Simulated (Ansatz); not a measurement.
A (001) slab of TiSi2 (Fddd (No. 70)), 6 planes, outer planes TiSi2 (top) and TiSi2 (bottom), with 18 atoms (Ti6Si12) in a surface cell of A = 19.677 Å², as cut from the bulk:

```yaml
crystal:
  lattice:
    - [4.75974, 0.00000, 0.00000]
    - [-2.35887, 4.13410, 0.00000]
    - [0.00000, 0.00000, 25.64528]
  atoms:
    - { symbol: Ti, position: [0.50000, 0.00000, 0.29245] }
    - { symbol: Si, position: [0.16267, 0.33733, 0.29245] }
    - { symbol: Si, position: [0.83733, 0.66267, 0.29245] }
    - { symbol: Ti, position: [0.00000, 0.00000, 0.37547] }
    - { symbol: Si, position: [0.33733, 0.66267, 0.37547] }
    - { symbol: Si, position: [0.66267, 0.33733, 0.37547] }
    - { symbol: Ti, position: [0.00000, 0.50000, 0.45849] }
    - { symbol: Si, position: [0.66267, 0.83733, 0.45849] }
    - { symbol: Si, position: [0.33733, 0.16267, 0.45849] }
    - { symbol: Ti, position: [0.50000, 0.50000, 0.54151] }
    - { symbol: Si, position: [0.83733, 0.16267, 0.54151] }
    - { symbol: Si, position: [0.16267, 0.83733, 0.54151] }
    - { symbol: Ti, position: [0.50000, 0.00000, 0.62453] }
    - { symbol: Si, position: [0.16267, 0.33733, 0.62453] }
    - { symbol: Si, position: [0.83733, 0.66267, 0.62453] }
    - { symbol: Ti, position: [0.00000, 0.00000, 0.70755] }
    - { symbol: Si, position: [0.33733, 0.66267, 0.70755] }
    - { symbol: Si, position: [0.66267, 0.33733, 0.70755] }
```

These are results of DFT r2SCAN, scalar-relativistic, plane waves, PAW in Ansatz 0.2.0, not measurements. Plane waves to 500 eV, a k mesh through Γ of 8×8×1 on the computed 18-atom cell and Gaussian smearing (0.10 eV); no spin polarisation. The cell repeats along c with a dipole correction in the vacuum.

Against the same 18 atoms in the bulk, the slab as cut lies 5.006 eV higher and the relaxed slab 4.964 eV higher.

(1) Work out the surface energy before and after relaxation.

(2) What is the ideal work of this cut, per area?

## Answers

(1) The slab has two faces, so γ = (E_slab − N·E_bulk)/(2A), the mean of both. As cut: 5.006/(2 × 19.677) = 0.1272 eV/Å², and 1 eV/Å² = 16.02 J/m², so γ = 2.04 J/m². Relaxed: 4.964/(2 × 19.677) = 0.1261 eV/Å² = 2.02 J/m². Relaxation recovers 0.8 % of the cost of cutting.

(2) Griffith's ideal work is 2γ: 4.08 J/m² if the new faces stay rigid, 4.04 J/m² if they relax. One thickness was run, 6 planes, so γ can still shift with it.

The cost of this surface is almost entirely that of breaking bonds, with very little recovered by relaxation. Each plane is a dense, stoichiometric TiSi2 net, but the planes are not weakly bound layers: the shortest Ti–Si and Si–Si contacts in the starting structure run between them. Cutting therefore severs mixed covalent-metallic bonds involving Ti 3d and Si 3p states, which accounts for a work of separation far above that of a van der Waals gap.

The small relaxation energy probably reflects the intact in-plane network, which holds the surface atoms in place, together with metallic electrons that can redistribute around the broken bonds without large atomic displacements. Inversion through the middle of the slab exchanges the two faces as cut, so the unrelaxed mean is also the energy of each individual face. The small difference between the rigid and relaxed values supports a modest relaxation energy within this surface cell, but does not exclude a reconstruction with a larger lateral period.
